**Problem.** A flat h-BN monolayer is held under biaxial strain $\varepsilon=10^{-3}$. Show why the flexural (ZA) branch of the free layer has no $q^2$ term in $\omega^2$. Then find the crossover wave vector $q^*$ and $\hbar\omega_{ZA}$ at $q=0.05$ and $0.30$ Å$^{-1}$. Given typical inputs: bond length $d\approx1.45$ Å, 2D Young modulus $Y\approx17$ eV/Å$^2$, Poisson ratio $\nu\approx0.22$, zone-centre ZO energy $\hbar\omega_{ZO}\approx0.10$ eV, masses $M_B=10.81$ u and $M_N=14.01$ u.

Conventions: the layer lies at $z=0$, $\Phi_{ab}(i,j)=\partial^2E/\partial u_{ia}\partial u_{jb}$, $A$ is the cell area, $\rho=(M_B+M_N)/A$, $T$ is the tension (energy per area, positive when stretched) and $\Theta$ is the temperature. Parts (a) and (b) are harmonic and static.

## (a) Estimate by hand

Tilting a free sheet is a rotation and costs nothing, so only curvature costs energy, $\tfrac12\kappa(\nabla^2u)^2$ per area. A stretched sheet must lengthen against $T$ when it tilts locally, which adds $\tfrac12T|\nabla u|^2$. Hence

$$\rho\omega^2=Tq^2+\kappa q^4,\qquad q^*=\sqrt{T/\kappa}.$$

Round $Y$ to 20 eV/Å$^2$ and treat the sheet as a simple spring: $T\approx Y\varepsilon=0.02$ eV/Å$^2$. The rigidity $\kappa$ is an energy set by bending covalent bonds out of plane, so take 1 eV. Two atoms of 25 u in about 5 Å$^2$ give $\rho\approx5$ u/Å$^2$, and $\hbar^2/(\text{u Å}^2)\approx4$ meV, so the prefactor $\hbar^2/\rho$ is $0.8\times10^{-3}$ eV Å$^4$. Then $q^*\approx0.14$ Å$^{-1}$, $\hbar\omega(0.05)\approx0.21$ meV and $\hbar\omega(0.30)\approx2.8$ meV.

## (b) Careful calculation

**Invariance conditions.** A rigid shift produces no force, so $\sum_j\Phi_{ab}(i,j)=0$. If all forces vanish, a rotation $u_{jb}=\Omega_{bc}r_{jc}$ with antisymmetric $\Omega$ also produces none, so

$$\sum_j\Phi_{ab}(i,j)\,r_{jc}=\sum_j\Phi_{ac}(i,j)\,r_{jb}.$$

With $\mathbf r_{ij}=\mathbf r_j-\mathbf r_i$ and $i$ running over one cell, define

$$[ab,cd]=-\frac1{2A}\sum_{i,j}\Phi_{ab}(i,j)\,r_{ij,c}\,r_{ij,d}.$$

At zero stress the Huang conditions read $[ab,cd]=[cd,ab]$.

The mirror $z\to-z$ fixes every atom, so $\Phi_{zc}=0$ for in-plane $c$ and the $z$ motion decouples. Expanding $\sum_j\Phi_{zz}(i,j)e^{i\mathbf q\cdot\mathbf r_{ij}}$ in $q$, two pieces can give $\rho\omega^2\propto q^2$. The first-order term $i q_c\sum_j\Phi_{zz}r_{ij,c}$ is a force on a sublattice, which would enter squared through relaxation along the ZO coordinate. The rotation condition equates the sum to $\sum_j\Phi_{zc}r_{ij,z}=0$. (In h-BN the threefold site symmetry already enforces this.) The second-order term is $[zz,cd]q_cq_d$, and the Huang condition equates the bracket to $[cd,zz]=0$, because every $r_{ij,z}=0$. The leading term is then $\kappa q^4$ and $\omega=\sqrt{\kappa/\rho}\,q^2$.

The piece of the Huang conditions needed here follows directly, with stress included. A uniform slope $u_z=\theta_cx_c$ has energy $\tfrac12[zz,cd]\theta_c\theta_d$ per area. A rotationally invariant energy depends only on the Lagrange strain, here $\eta_{cd}=\tfrac12\theta_c\theta_d$, and equals $T_{cd}\eta_{cd}$ to second order in $\theta$. So $[zz,cd]=T_{cd}$. Biaxial strain leaves the forces zero by symmetry, so the rotation condition survives, while the bracket becomes $T\delta_{cd}$.

**Tension.** Isotropic 2D elasticity gives $\varepsilon_{xx}=(T_{xx}-\nu T_{yy})/Y$, so $T=Y\varepsilon/(1-\nu)=0.0218$ eV/Å$^2$. Changes of relative order $\varepsilon$ in $d$, $Y$ and the spring constants are dropped. Also $A=\tfrac{3\sqrt3}{2}d^2=5.462$ Å$^2$ and $\rho=24.82/5.462=4.544$ u/Å$^2$.

**Lattice model.** Take short-range forces only:

$$E=\tfrac12\sum_ik_i\,(u_i-\bar u_i)^2+\tfrac12\,g\sum_{\text{bonds}}(u_i-u_j)^2,$$

where $\bar u_i$ is the mean height of the three neighbours, $k_i=k_B$ or $k_N$, and $g$ is the bond tension divided by $d$. With $K=k_B+k_N$ the first-neighbour constant is $-K/3-g$, and the second-neighbour constants are $k_N/9$ (B–B) and $k_B/9$ (N–N). Per site, $\sum r_x^2=3d^2/2$ over three first neighbours and $9d^2$ over six second neighbours at $\sqrt3d$. Therefore

$$[zz,xx]=-\frac1{2A}\left[-Kd^2-3gd^2+Kd^2\right]=\frac{3gd^2}{2A}=\frac g{\sqrt3}.$$

The Huang condition is this cancellation between shells, and $g=\sqrt3\,T=0.038$ eV/Å$^2$.

Let $s=|\tfrac13\sum_{\boldsymbol\delta}e^{i\mathbf q\cdot\boldsymbol\delta}|$ over the three bond vectors. After a phase is absorbed, the force-constant matrix is

$$C=\begin{pmatrix}k_B+k_Ns^2+3g&-(K+3g)s\\-(K+3g)s&k_N+k_Bs^2+3g\end{pmatrix},$$

$$\det C=(1-s^2)\left[k_Bk_N(1-s^2)+3g(K+3g)\right],$$

and $\omega^2$ solves $\det[C-\omega^2\,\mathrm{diag}(M_B,M_N)]=0$. At $q=0$ the upper root is $(K+3g)/\mu$, with $\mu=M_BM_N/(M_B+M_N)$. With $x=q^2d^2$, $1-s^2=x/2-3x^2/32+\dots$ in every direction. The lower root is $\det C/(M_BM_N)$ divided by the upper one. Its $q^2$ term gives $\rho\omega^2=Tq^2$, and at $g=0$ its $q^4$ term gives

$$\kappa=\frac{k_Bk_N\,d^4}{4KA}=\frac{k_Bk_N\,d^2}{6\sqrt3\,K}.$$

Here $\mu=6.102$ u and $\hbar^2/(\text{u Å}^2)=4.180$ meV, so the unstrained ZO energy fixes $K=\mu\omega_{ZO}^2=14.6$ eV/Å$^2$. The inputs do not fix $k_B/k_N$. Choose $k_B=k_N=7.3$ eV/Å$^2$, which gives the largest $\kappa$ at fixed $K$: $\kappa=Kd^2/(24\sqrt3)=0.738$ eV. Then

$$q^*=\sqrt{0.0218/0.738}=0.172\ \text{Å}^{-1},$$

a wavelength of 3.7 nm, and $\hbar^2/\rho=0.920\times10^{-3}$ eV Å$^4$. For $\mathbf q$ perpendicular to a bond, $s=[1+2\cos(\sqrt3qd/2)]/3$.

| $q$ (Å$^{-1}$) | estimate (meV) | $Tq^2+\kappa q^4$ form (meV) | $2\times2$ root (meV) |
|---|---|---|---|
| 0.05 | 0.21 | 0.233 | 0.233 |
| 0.30 | 2.8 | 2.70 | 2.68 |

The third figure serves only to compare columns within the model. **Answer:** $q^*\approx0.17$ Å$^{-1}$, $\hbar\omega\approx0.23$ and $2.7$ meV. Without strain, $\hbar\omega(0.05)=0.065$ meV, a factor 3.6 lower.

For force constants fitted to computed forces, note that $g$ is only 0.8 % of $K/3=4.87$ eV/Å$^2$. A fitting error of that relative size in the first-neighbour constant, with the on-site term adjusted to keep $\sum_j\Phi_{zz}=0$, mimics the whole strain. With the opposite sign it makes $\omega^2$ of a free layer negative below about $q^*$.

## (c) Why the two differ

**Tension.** Two changes nearly cancel. The unrounded modulus lowers $T$ by $17/20=0.85$. The factor $1/(1-\nu)=1.282$ raises it, since each direction is stretched against the contraction caused by the other. The net factor is 1.09.

**Crossover.** $q^*$ rises from 0.141 to 0.172 Å$^{-1}$, a factor 1.22. It is the product of $\sqrt{1.09}=1.044$ from $T$ and $1/\sqrt{0.738}=1.164$ from $\kappa$, so the guess of 1 eV accounts for most of it.

**Frequencies.** The prefactor $\hbar^2/\rho$ rises by $0.920/0.8=1.15$, from $5/4.544=1.100$ in the density and $4.180/4=1.045$ in the unit conversion. At $q=0.05$ Å$^{-1}$ tension dominates, and $Tq^2+\kappa q^4$ goes from $5.625\times10^{-5}$ to $5.91\times10^{-5}$ eV/Å$^4$, a factor 1.05. The frequency ratio is $\sqrt{1.15\times1.05}=1.10$. At $q=0.30$ Å$^{-1}$ bending dominates, and the sum falls from $9.9\times10^{-3}$ to $7.94\times10^{-3}$ eV/Å$^4$, a factor 0.802, so $\sqrt{1.15\times0.802}=0.960$. The smaller $\kappa$ and the smaller $\rho$ now act in opposite directions, and the close result is partly an accident of this offset.

**Discreteness.** The lattice root lies a further factor 0.990 lower, for a total of 0.95. For equal $k$ the bending term carries the factor $1-x/8$, a fall of 2.4 % at $x=0.189$. The bond tension also shifts the $q^4$ coefficient by $-Td^2/16=-0.003$ eV. Both are small because $qd\ll1$, which is why a continuum argument works.

**Limits of both.** The model value of $\kappa$ is itself loose: $k_B/k_N=2$ multiplies it by $8/9$ and raises $q^*$ by 6 %. Thermal terms are larger still. Stretching couples flexural modes through the energy $\tfrac Y8(P_{cd}\,\partial_cu\,\partial_du)^2$, where $P$ projects transverse to the wave vector $\mathbf p$ carried by the product. Classical first-order perturbation theory at zero tension gives

$$\delta\kappa=\frac{k_{\rm Bz}\Theta\,Y}{\kappa}\int\!\frac{d^2p}{(2\pi)^2}\frac{\sin^4\phi}{|\mathbf q+\mathbf p|^4}=\frac{3k_{\rm Bz}\Theta\,Y}{16\pi\kappa q^2},$$

with $\phi$ the angle between $\mathbf p$ and $\mathbf q$ and $k_{\rm Bz}$ the Boltzmann constant. At 300 K, where $k_{\rm Bz}\Theta=0.0259$ eV, $\delta\kappa=\kappa$ at $q=0.22$ Å$^{-1}$, and $\delta\kappa/\kappa\approx0.5$ at $0.30$ Å$^{-1}$. Tension suppresses the fluctuations, so within first order this is an upper bound. Ripples also store the area fraction

$$\tfrac12\langle|\nabla u|^2\rangle=\frac{k_{\rm Bz}\Theta}{8\pi\kappa}\ln\!\left(1+\frac{q_{\max}^2}{q^{*2}}\right)\approx0.005$$

for a cut-off $q_{\max}=1$ Å$^{-1}$, which exceeds the imposed area strain $2\varepsilon=0.002$. At room temperature $T$ must therefore be taken from the applied force and not from $Y\varepsilon/(1-\nu)$, and these effects outweigh the gap between (a) and (b).